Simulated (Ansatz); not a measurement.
CH2BN (SMILES BC#N): the energy, rung by rung

CH2BN has 5 atoms, charge 0, and is taken as a singlet. As SMILES, `BC#N`. Geometry: relaxed at PBE0-D4/def2-TZVP.

| atom | x (Å) | y (Å) | z (Å) |
| --- | --- | --- | --- |
| B | -0.2192 | 0.4413 | -0.3419 |
| C | 0.3527 | -0.6967 | 0.4907 |
| N | 0.7865 | -1.5596 | 1.1222 |
| H | -0.7443 | 0.1874 | -1.3776 |
| H | -0.1259 | 1.5540 | 0.0653 |

Quantity: the energy change with the B1–C2 bond stretched from 1.522 to 3.804 Å, in eV. The values are calculated.

```tsv
level	kind	program	value (eV)	less FCI/STO-3G	CPU time (all runs)
HF/STO-3G (restricted)	Hartree–Fock	Ansatz	10.48	+4.26	0.15 s
PBE/STO-3G (restricted)	GGA	Ansatz	7.39	+1.17	1.7 s
r2SCAN/STO-3G (restricted)	meta-GGA	Ansatz	7.76	+1.54	4.3 s
BHLYP/STO-3G (restricted)	global hybrid	Ansatz	9.14	+2.92	1.7 s
PBE0/STO-3G (restricted)	global hybrid	Ansatz	8.39	+2.17	1.7 s
wB97X/STO-3G (restricted)	range-separated hybrid	Ansatz	9.22	+3.00	7.4 s
B2PLYP/STO-3G (restricted)	double hybrid	Ansatz	7.65	+1.43	2.4 s
RPA@PBE/STO-3G (restricted)	RPA	Ansatz	6.42	+0.20	2.7 s
CCSD(T)/STO-3G (restricted)	coupled cluster or CI	Ansatz	4.33	-1.89	0.31 s
FCI/STO-3G	exact in the basis	Ansatz	6.22	0.00	3.7 min
```

FCI/STO-3G is exact within its basis and frozen core, so for wave-function methods in that basis the difference is their error; functionals converge differently with the basis, so for them it is only a difference. Spin-restricted single references rise too steeply as a bond breaks, Hartree–Fock most of all. Perturbation and coupled-cluster corrections on them can overshoot downwards. The first shape isn't each level's own minimum. The values span 4.33 to 10.48 eV. All rows use very small basis sets, so even the best lies far from the true value. Times are those of the runs behind each value, whatever else they computed, on shared processors of several kinds: orders of magnitude only.

Stretching the B–C bond separates an electron pair into what are essentially BH2 and CN radicals. The σ and σ* orbitals approach degeneracy, and the singlet needs two determinants of comparable weight. A single closed-shell determinant instead retains ionic terms with both electrons on one fragment. Semilocal exchange partly mimics the missing left-right correlation, and exact exchange removes that help: the cost rises from PBE (7.39 eV) through PBE0 and BHLYP to Hartree–Fock (10.48 eV). B2PLYP breaks this pattern, lying below PBE0 despite its large share of exact exchange, probably because its perturbative correlation grows as the orbital gap closes.

The same small gap inflates the perturbative triples, the likely source of CCSD(T)'s 1.89 eV shortfall against FCI, so its usual reliability near equilibrium doesn't carry over here. RPA sums ring diagrams to all orders and stays finite as the gap shrinks, which suggests why it lands close to FCI, though one stretched geometry can't establish that its whole dissociation curve is sound.
